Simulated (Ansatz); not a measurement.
# DyAg: energy above lowest point as volume scale varies

All results are calculated (Ansatz 0.2.0). Free energy against uniform scaling of the volume at fixed shape and fractions; periodic cell, basis, potentials, k mesh and filling as listed.

The cell before it is scaled or strained (space group Pm-3m, No. 221):
```
cell vectors (Å)
   3.6230     0.0000     0.0000
   0.0000     3.6230     0.0000
   0.0000     0.0000     3.6230
atoms (fractions of the cell vectors)
Dy  0.50000  0.50000  0.50000
Ag  0.00000  0.00000  0.00000
```

Settings of every row: functional PBEsol; dispersion none; potentials PAW; wave cutoff 500 eV; density cutoff 2000 eV; k mesh 6x6x6; k shift 0x0x0; occupations fermi dirac; smearing width 0.1 eV; spin collinear.

Limits: a known weakness of the program can leave such a cell on a higher state; coarse k mesh, up to 40 meV an atom off; state may not be the lowest.

```csv
row,volume scale,V (Å³/atom),energy above lowest point (meV/atom)
1,0.94,22.351,10.9
2,0.96,22.827,3.3
3,0.98,23.302,0
4,1,23.778,0.4
5,1.02,24.254,4.2
6,1.04,24.729,?
7,1.06,25.205,20.4
```

Question: what energy above lowest point should row 6 give?

Worked fit of energy above lowest point. Take u = (V_r/V)^(2/3) − 1 with V_r = 23.54 Å³ an atom, which is twice the finite (Eulerian) strain; such expansions in the strain, on which the Birch-Murnaghan equation of state is built, carry the rest volume and the bulk modulus. The shown rows have u = 0.03516, 0.02072, 0.0068, -0.00668, -0.01972, -0.04454. Least squares give energy above lowest point = −0.25 − 33.2 × u + 9830 × u² + 3750 × u³ meV/atom; a parabola predicts inner rows, each left out in turn, worse (root mean square 0.075 against 0.026 meV/atom). All shown rows lie on it to the printed digit. The withheld row has u = -0.03232, so the fit gives −0.25 − 33.2 × (-0.03232) + 9830 × (-0.03232)² + 3750 × (-0.03232)³ = 11.0 meV/atom.

The calculation gave 11 meV/atom. The fit meets it to the printed digit.
